Single-flux-quantum junction: pulse area, switching energy, false-switching rate

1. Model

One degree of freedom, the phase φ across a point junction. Conventions: supercurrent Ic sin φ, voltage V = (Φ0/2π) dφ/dt, Φ0 = h/2e = 2.0678 mV·ps. An ideal source feeds I_b into the junction and a linear shunt R. Capacitance is dropped until section 5. Current balance:

I_b + I_n(t) = Ic sin φ + V/R, with Johnson noise ⟨I_n(t)I_n(t′)⟩ = (2kT/R) δ(t − t′).

Put i = I_b/Ic, v = V/(IcR), θ = t/τ, τ = Φ0/(2πIcR), E_J = IcΦ0/2π, γ = E_J/kT. Then

dφ/dθ = v = i − sin φ + ξ, ⟨ξ(θ)ξ(θ′)⟩ = (2/γ) δ(θ − θ′).

This is overdamped motion in the tilted washboard U = E_J u, u = −cos φ − iφ. For i < 1 write s = √(1 − i²), A = arccos i. Minimum at φ0 = arcsin i, maximum at φ1 = π − arcsin i, u″ = ±s, and

ΔU = U(φ1) − U(φ0) = 2E_J b = (IcΦ0/π) b, b = s − iA.

Near i = 1, ΔU → (4√2/3) E_J (1 − i)^(3/2).

Assumed inputs, of a size typical for a YBCO bicrystal grain-boundary junction at T = 50 K: Ic = 0.5 mA, R = 1 Ω (IcR = 0.5 mV), C = 0.05 pF, idle bias i = 0.7, sinusoidal current-phase relation. All numbers below are the model's.

τ = 0.658 ps; f_c = IcR/Φ0 = 241.8 GHz; E_J = 0.1646 aJ = 1.027 eV; kT = 4.31 meV; thermal current I_T = 2πkT/Φ0 = 2.098 µA; γ = Ic/I_T = 238.4.

2. General statement

Area: ∫V dt = (Φ0/2π)Δφ, so a 2π slip has area Φ0 whatever its shape. Energy: multiply the current balance by V, allowing an extra trigger current I_t(t). The Josephson energy −E_J cos φ returns to its starting value, so the net heat to the bath at R is

Q = I_bΦ0 + ∫I_t V dt.

I_bΦ0 is the work of the bias source. It equals the heat only when the trigger does no net work.

3. Noise-free pulses in closed form

(a) i > 1, ω = √(i² − 1), θ = 0 at a peak:
v = ω²/(i − cos ωθ).
All three forms of this section obey (dv/dθ)² = v²[1 − (i − v)²], which follows from dv/dθ = −v cos φ and sin φ = i − v. Over one period 2π/ω: ∫v dθ = 2π and ∫v² dθ = 2πi. Restoring units, IcRτ·2π = Φ0 and Ic²Rτ·2πi = I_bΦ0. Both general results hold exactly, with period t = Φ0/(IcRω).

(b) i = 1, one isolated pulse:
φ = 3π/2 + 2 arctan θ, v = 2/(1 + θ²).
Peak 2IcR = 1.0 mV, FWHM 2τ = 1.32 ps, area Φ0, heat IcΦ0 = 1.034 aJ. So τ sets the width, with a factor 2.

(c) i < 1, run-down from the barrier top φ1 to the next minimum φ0 + 2π (replace ω by js, j² = −1):
v = s²/(cosh sθ − i).
Peak (1 + i)IcR; FWHM = 2τ arccosh(2 − i)/s; ∫v dθ = 2π − 2A; ∫v² dθ = 2πi + 2b.
At i = 0.7: s = 0.7141, A = 0.7954, b = 0.1574. Peak 0.85 mV, FWHM 1.39 ps. The run-down carries 1.544 mV·ps, the climb from φ0 to φ1 the remaining Φ0A/π = 0.524 mV·ps. Heat of the run-down: I_bΦ0 + ΔU = 0.724 + 0.052 = 0.776 aJ.

Who pays the extra ΔU, 7.2 % of I_bΦ0 here:
- Thermal slip: the bath lends ΔU on the climb and gets it back. Net heat I_bΦ0.
- Lone junction, non-negative trigger: the trigger must do work of at least ΔU to reach φ1, so Q ≥ I_bΦ0 + ΔU.
- Long uniform transmission line: each junction hands on the work it received, all inductor currents recover, and Q = I_bΦ0 per junction.

This counts the junction only. Resistors that feed I_b from a voltage rail dissipate in addition, and continuously.

4. Exact false-switching rate

The stationary Fokker-Planck flux J = (i − sin φ)P − P′/γ is constant (the problem treated by Ambegaokar and Halperin, 1969). The 2π-periodic solution is

P(φ) = K ∫₀^2π exp{γ[u(φ + y) − u(φ)]} dy, K = γJ/(1 − e^(−2πγi)),

as differentiation shows, using u(φ + 2π) − u(φ) = −2πi. Since u(φ + y) − u(φ) = 2 sin(y/2) sin(φ + y/2) − iy, normalising P over one period turns the φ integral into 2πI₀(2γ sin(y/2)). The net slip rate Γ = J/τ = ⟨V⟩/Φ0 is

Γ = f_c (1 − e^(−2πγi)) / [γ ∫₀^2π e^(−γiy) I₀(2γ sin(y/2)) dy] = f_c sinh(πγi) / [πγ |I_(jγi)(γ)|²],

with I_ν the modified Bessel function, here of imaginary order. The factor 1 − e^(−2πγi) removes backward slips; 2πγi = I_bΦ0/kT = 1048, so it is 1.

Large γ: I₀(z) ≈ e^z/√(2πz). The exponent γ[2 sin(y/2) − iy] peaks at cos(y/2) = i, where it equals 2γb = ΔU/kT and has curvature −γs/2. The Gaussian gives √(4π/γs), the Bessel prefactor 1/√(4πγs), product 1/(γs). Hence

Γ_K = f_c s exp(−ΔU/kT),

the overdamped rate of Kramers (1940). The attempt rate is f_c s, not the plasma frequency. The next Laplace order gives Γ ≈ Γ_K/(1 + c), c = (3 + 2i²)/(12γs³).

Minimum Ic. Widen the junction at fixed IcR, so f_c is fixed and γ ∝ Ic. A target rate Γ* requires

Ic,min = I_T Λ/(2b), Λ = ln(f_c s/Γ*).

Assumed target: 10⁶ junctions, one false pulse in 10⁸ s (3.2 years), Γ* = 10⁻¹⁴ s⁻¹. The columns ΔU/kT to Γ/Γ_K are for Ic = 0.5 mA; Γ/Γ_K comes from the integral.

i    | b      | ΔU/kT | Γ_K (s⁻¹) | 1/(1+c) | Γ/Γ_K | Λ    | Ic,min (mA)
0.7 | 0.1574 | 75.0 | 4.5×10⁻²² | 0.996 | 0.996 | 58.1 | 0.39
0.8 | 0.0852 | 40.6 | 3.3×10⁻⁷ | 0.993 | 0.993 | 57.9 | 0.71
0.9 | 0.0300 | 14.3 | 6.6×10⁴ | 0.981 | 0.979 | 57.6 | 2.0

The Arrhenius form with prefactor f_c s overshoots the exact rate by about 2 % at most in these rows. The smallest switching energy is tied to temperature:

E_min = i Ic,min Φ0 = (πi/b) Λ kT = 812 kT = 0.56 aJ at i = 0.7.

5. Neglected terms, at i = 0.7

- Capacitance. Stewart-McCumber parameter β_c = RC/τ = 0.076. The equation becomes β_c φ″ + φ′ = i − sin φ + ξ (primes: d/dθ). Area and heat are unchanged, since ½CV² also returns to zero. In the rate, s is replaced by the growth exponent λ at the barrier top, β_c λ² + λ = s, so Γ is multiplied by λ/s = 2/(1 + √(1 + 4β_c s)) = 0.951. This exceeds the correction c. It lowers Ic,min by only 0.09 %, because a prefactor enters through Λ.
- Quantum noise. ħ/τ = 2eIcR = 1.0 meV; crossover temperature T0 = ħs/(2πkτ) = 1.3 K. The prefactor rises by a relative amount of order T0/T = 0.026.
- Spread of Ic. At fixed I_b, dΔU/dIc = (Φ0/π)s, so d ln ΔU/d ln Ic = s/b = 4.5. A junction 10 % weak (assumed; spreads of this size or larger are typical of grain boundaries) with the same IcR sits at i = 0.778, has ΔU/kT = 42.9 and Γ_K = 3.7×10⁻⁸ s⁻¹, up by 13.9 decades. This term dominates the other two, and rates beyond one or two figures mean nothing for a real device.
- Not sized here: inductive coupling to neighbours, which reshapes the well; faceting of the boundary with d-wave pairing, which can add harmonics to sin φ; non-uniform phase once the width exceeds a few Josephson penetration depths.

6. What the bound means

SFQ loops need L·Ic of order Φ0. Ic,min = 0.39 mA implies L ≈ Φ0/Ic = 5.3 pH, and 2.0 mA implies 1.0 pH: higher T forces larger Ic and smaller loops.

The same model for a shunted Nb/AlOx/Nb junction at 4.2 K, with IcR = 0.5 mV and β_c = 1 assumed, scales by 4.2/50 to Ic,min = 33 µA and E_min = 0.047 aJ at i = 0.7 (prefactor λ/s = 0.67, lowering Ic,min by 0.7 %). The smallest junctions in Nb SFQ logic are typically near 0.1 mA, so the model falls short of practice by roughly a factor of 3. The direction is expected. The bound covers idle escape of a nominal junction only, while a passing or clocked pulse briefly drives neighbours toward i = 1 and weak junctions fail first. The model's 0.39 mA for YBCO at 50 K is a lower bound in the same sense; the rows i = 0.8 and 0.9 show how fast the requirement grows as the worst-case bias rises.